Worked problem: t-SURFF amplitude for one ionisation burst from C₂H₂

Conventions: atomic units (bohr, Ha, a.u. of time; 1 Ha = 27.211 eV, 1 a.u. = 24.19 as), electron charge −1, dipole approximation, velocity gauge, E(t) = −dA/dt. Intermediate values are carried unrounded.

PROBLEM

Acetylene is aligned along z, the polarisation axis. Its HOMO is the pair 1πu,x and 1πu,y, each with occupation f = 2, and its ionisation energy is typically Ip ≈ 11.4 eV.

Assumed pulse: A(t) = A₀ sin²(ωt/8) sin(ωt) for 0 ≤ t ≤ τ = 8π/ω and zero afterwards, with ω = 0.0570 a.u. and A₀ = E₀/ω, E₀ = 0.0534 a.u.

Assumed model of one burst: at ωt₀ = 4π − π/6 each π orbital releases a fraction w = 0.010 of its norm at the origin. The released packet then feels only the laser. Its momentum amplitude is √w c(k_z) c_j(k_x,k_y), with
c(k_z) = (2πσ²)^(−1/4) exp[−(k_z − k₀)²/4σ²], k₀ = −A(t₀), σ = 0.20 bohr⁻¹,
c_j = k_j exp(−k⊥²/4σ⊥²)/(√(2π) σ⊥²), j = x, y, σ⊥ = 0.16 bohr⁻¹.
The factor k_j carries the nodal plane of the π orbital. The surface S is the pair of planes z = ±R, R = 40 bohr.

(a) Give the pulse scales and k₀.
(b) Evaluate the flux integral at k_z = k₀, for T = τ and for T → ∞.
(c) Give dP/dE dΩ at k_z = k₀, k⊥ = √2 σ⊥.
(d) Estimate the neglected Coulomb tail.

WHY THE FORMULA HOLDS

The method is due to Tao and Scrinzi (2012). Outside S the Kohn-Sham potential is set to zero, so there each orbital φ_j obeys i∂φ/∂t = ½(−i∇ + A)²φ. The Volkov waves obey the same equation everywhere:
χ_k = (2π)^(−3/2) exp[i k·r − (i/2)∫(k + A)² dt′].
Subtracting the two equations gives ∂(χ*φ)/∂t + ∇·j = 0 with the complex mixed current
(1) j = ½[χ*(−i∇ + A)φ + φ((−i∇ + A)χ)*].
Define b_j(k,T) as the integral of χ_k* φ_j over the exterior at time T. If nothing is outside at the start, Gauss's theorem gives
(2) b_j(k,T) = ∫ dt ∮_S dS n·j,
with n pointing away from the molecule. Only φ and its normal derivative on S enter, so an absorber may sit beyond S. Once A = 0, k is the kinetic momentum, and d³k = k² dk dΩ = k dE dΩ gives
(3) dP/dE dΩ = k Σ_j f_j |b_j(k, T→∞)|².
In TDDFT, (3) reads the spectrum off the Kohn-Sham determinant. That is an approximation on top of the choice of functional.

SOLUTION

(a) Scales

ω corresponds to 799 nm and E₀ to 1.00×10¹⁴ W/cm². A₀ = 0.9368 a.u., Up = A₀²/4 = 5.97 eV, quiver amplitude E₀/ω² = 16.44 bohr, τ = 440.9 a.u. = 10.67 fs. R = 21.2 Å is 2.4 quiver amplitudes. With κ = √(2Ip) = 0.915 bohr⁻¹ the Keldysh parameter is κω/E₀ = 0.98.

At release sin(ωt₀) = −½ and the envelope is cos²(π/48), so k₀ = ½A₀ cos²(π/48) = +0.4664 bohr⁻¹. The field there is E(t₀) = −0.0456 a.u. and pushes the electron towards +z. The assumed σ⊥ was chosen from the static tunnelling factor exp(−2κ³/3|E|). Replacing κ² by κ² + k⊥² yields exp(−κk⊥²/|E|), hence σ⊥ = √(|E(t₀)|/2κ) = 0.158 bohr⁻¹. With a Keldysh parameter near 1 this only sets the scale.

(b) Flux integral

On a plane the x,y integral of the transverse factors equals c_j at every time, because χ and φ share the same free transverse evolution. So b_j = √w c_j b_z, and b_z is a one-dimensional problem:
b_z = ∫ dt [j_z(+R,t) − j_z(−R,t)].
Let s = t − t₀, α(t) = ∫A dt′ and B(t) = ½∫A² dt′ from t₀, D = 1 + 2iσ²s, ξ = z − α − k₀s. The Gaussian momentum integral gives
φ_z = (2σ²/π)^(1/4) D^(−1/2) exp[ik₀(z − α) − ik₀²s/2 − σ²ξ²/D − iB].
Count the Volkov phase from t₀ as well. At k_z = k₀ all plane-wave phases and B cancel in χ*φ, and (1) becomes
j_z = C D^(−1/2) exp(−σ²ξ²/D) [k₀ + A + iσ²ξ/D], C = (2π)^(−1/2)(2σ²/π)^(1/4).
Set u = σξ/√D. Since dξ/dt = −(k₀ + A) and dD/dt = 2iσ²,
du/dt = −(σ/√D)[k₀ + A + iσ²ξ/D], so j_z dt = −(C/σ) exp(−u²) du.
The A in the current is what makes this an exact differential. It is not small: at ωt = 11π/2, A = −0.648 a.u. and k₀ + A = −0.181 a.u. The packet centre is then at 59.7 bohr with rms width |D|/2σ = 18.5 bohr, and its trailing part flows back through z = +R.

At t₀, u = ±σR = ±8, and erfc(8) = 1.1×10⁻²⁹ is negligible. Using C√π/σ = c(k₀) = 1.412 bohr^(1/2),
(4) b_z(T)/c(k₀) = 1 − ½ erfc(v₊) + ½ erfc(v₋), v± = σ(α + k₀s ∓ R)/√D at t = T.
The first two terms come from the upper plane and the last from the lower plane.

For T = τ: the primitive of sin²(p/8) sin p is G(p) = −½cos p + (1/5)cos(5p/4) + (1/3)cos(3p/4), with G(8π) = 1/30 and G(ωt₀) = −0.8996. Then
α = (E₀/ω²)[G(8π) − G(ωt₀)] = 15.33 bohr, s = 229.65 a.u., α + k₀s = 122.45 bohr,
D = 1 + 18.37i, v₊ = 2.791 − 2.643i, v₋ = 5.499 − 5.208i,
½erfc(v₊) = −0.0319 + 0.0074i, ½erfc(v₋) = 0.0001 + 0.0016i,
b_z/c(k₀) = 1.032 − 0.006i, |b_z/c(k₀)|² = 1.065.
Stopping at the end of the pulse puts this point of the spectrum 6.5 % too high, although the packet centre is far past the plane. The slow tail of the packet still lies between the planes, and the sharp cut at S spreads it over all k.

For T → ∞: |v±| → k₀√(s/2) and Re v±² → k₀²/4σ² = 1.360. From erfc(v) ≈ exp(−v²)/(√π v), each erfc term has modulus exp(−k₀²/4σ²)/(k₀√(2πs)), and the two together give the late-time envelope
(5) |b_z/c(k₀) − 1| ≲ 2 exp(−k₀²/4σ²)/(k₀√(2πs)) = 1.10/√(2πs), s in a.u.
So b_z → c(k₀), the amplitude put in, but only as s^(−1/2). An envelope of 1 % in amplitude needs s ≈ 1.9×10³ a.u., or 47 fs. The prefactor exp(−k₀²/4σ²) = c(0)/c(k₀) = 0.257 shows that the near-zero-momentum content sets the run time.

(c) Spectrum

The orbitals add incoherently, k_x² + k_y² = k⊥², so (3) gives
dP/dE dΩ = 2wk |c(k_z)|² k⊥² exp(−k⊥²/2σ⊥²)/(2πσ⊥⁴).
It is independent of azimuth and vanishes on the molecular axis. Adding amplitudes before squaring would give (k_x + k_y)², a spurious two-lobed pattern. The integral over E and Ω is 4w = 0.040 electrons.

The transverse factor peaks at k⊥ = √2σ⊥ = 0.2263 bohr⁻¹. There k = 0.5184 bohr⁻¹, E = 0.1344 Ha = 3.66 eV and θ = 25.9° from the axis.
|c(k₀)|² = 1/(√(2π)σ) = 1.995 bohr
transverse factor = exp(−1)/(πσ⊥²) = 4.574 bohr²
Σ_j|b_j|² = 0.010 × 1.995 bohr × 4.574 bohr² = 0.0912 bohr³
dP/dE dΩ = 2 × 0.5184 bohr⁻¹ × 0.0912 bohr³ = 0.0946 Ha⁻¹ sr⁻¹,
since bohr² is Ha⁻¹ in atomic units. The model's converged value is 3.48×10⁻³ eV⁻¹ sr⁻¹. A run stopped at τ would report 3.70×10⁻³ eV⁻¹ sr⁻¹.

(d) Coulomb tail

With a self-interaction-corrected functional the departing electron sees about −1/r. An electron leaving S at mean speed k still loses momentum of order ∫dt/r² = 1/(kR), that is energy of order 1/R = 0.025 Ha = 0.68 eV. Formula (2) ignores this loss and places the energy too high. The shift is 19 % of 3.66 eV, larger in relative terms than the 6.5 % effect of finite T. Holding it to 5 % of that energy needs R ≈ 149 bohr, and then a longer run. Converge R and T together.

The value in (c) belongs to the model and is proportional to the assumed w. Typically the direct electrons of a real molecule at this intensity cluster around zero drift momentum. Bursts from neighbouring half cycles interfere with deep fringes, so a single burst can miss the local height by a factor of two or more in either direction. Coulomb focusing draws the ring of (c) to smaller angles, and imperfect alignment fills the node on the axis.